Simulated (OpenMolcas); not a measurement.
## C2H7NSi (SMILES C=C[SiH2]N): methods side by side

C2H7NSi: 11 atoms, total charge 0, spin state singlet. SMILES: `C=C[SiH2]N`. The shape is that of a PBE0-D4/def2-TZVP optimisation. This is one conformer, not always the lowest.

```tsv
atom	x (Å)	y (Å)	z (Å)
C	-0.6761	1.3370	-0.9450
C	0.0893	1.2086	0.1351
Si	0.5965	-0.4445	0.8326
N	0.0029	-1.8037	-0.0286
H	-0.9671	2.3046	-1.3447
H	-1.0468	0.4656	-1.4791
H	0.4330	2.1167	0.6316
H	0.0995	-0.5366	2.2326
H	2.0832	-0.5167	0.8360
H	0.4049	-2.0860	-0.9063
H	-0.9538	-2.1021	0.0563
```

Quantity: the dipole moment, in D. The values are calculated.

| level | kind | program | value (D) | CPU time |
| --- | --- | --- | --- | --- |
| HF/cc-pVDZ | Hartree–Fock | OpenMolcas | 1.52 | 14 s |
| BLYP/cc-pVDZ | GGA | OpenMolcas | 1.37 | 78 s |
| PBE/cc-pVDZ | GGA | OpenMolcas | 1.40 | 77 s |
| r2SCAN/cc-pVDZ | meta-GGA | OpenMolcas | 1.43 | 97 s |
| B3LYP/cc-pVDZ | global hybrid | OpenMolcas | 1.39 | 69 s |
| BHLYP/cc-pVDZ | global hybrid | OpenMolcas | 1.42 | 66 s |
| M06-2X/cc-pVDZ | hybrid meta-GGA | OpenMolcas | 1.40 | 86 s |
| PBE0/cc-pVDZ | global hybrid | OpenMolcas | 1.42 | 68 s |

The values span 1.37 to 1.52 D. Magnitudes only. CPU times are rough (shared hosts, several kinds of processor): they show what a rung costs within a factor of a few.

The dipole moment is modest and depends little on the functional: Hartree–Fock gives the largest value, 1.52 D, and all the density functionals fall below it. This is the usual pattern when correlation is missing, as mean-field exchange alone tends to make polar bonds too ionic. Adding exact exchange raises the moment from BLYP through B3LYP to BHLYP, and likewise from PBE to PBE0. It isn't the only control, however: r2SCAN, with none, lies above every hybrid, and M06-2X, with a large share, only matches PBE.

The moderate size probably reflects partial cancellation. Nitrogen is nearly planar in this geometry, as is typical of silylamines, where the lone pair delocalises into σ* orbitals on silicon and the Si–N bond is strongly polar. The lone pair therefore adds little directed moment of its own, and the Si–N and N–H bond dipoles, all pointing towards nitrogen, partly oppose each other. The close agreement among functionals doesn't establish accuracy, since they share a small basis without diffuse functions.
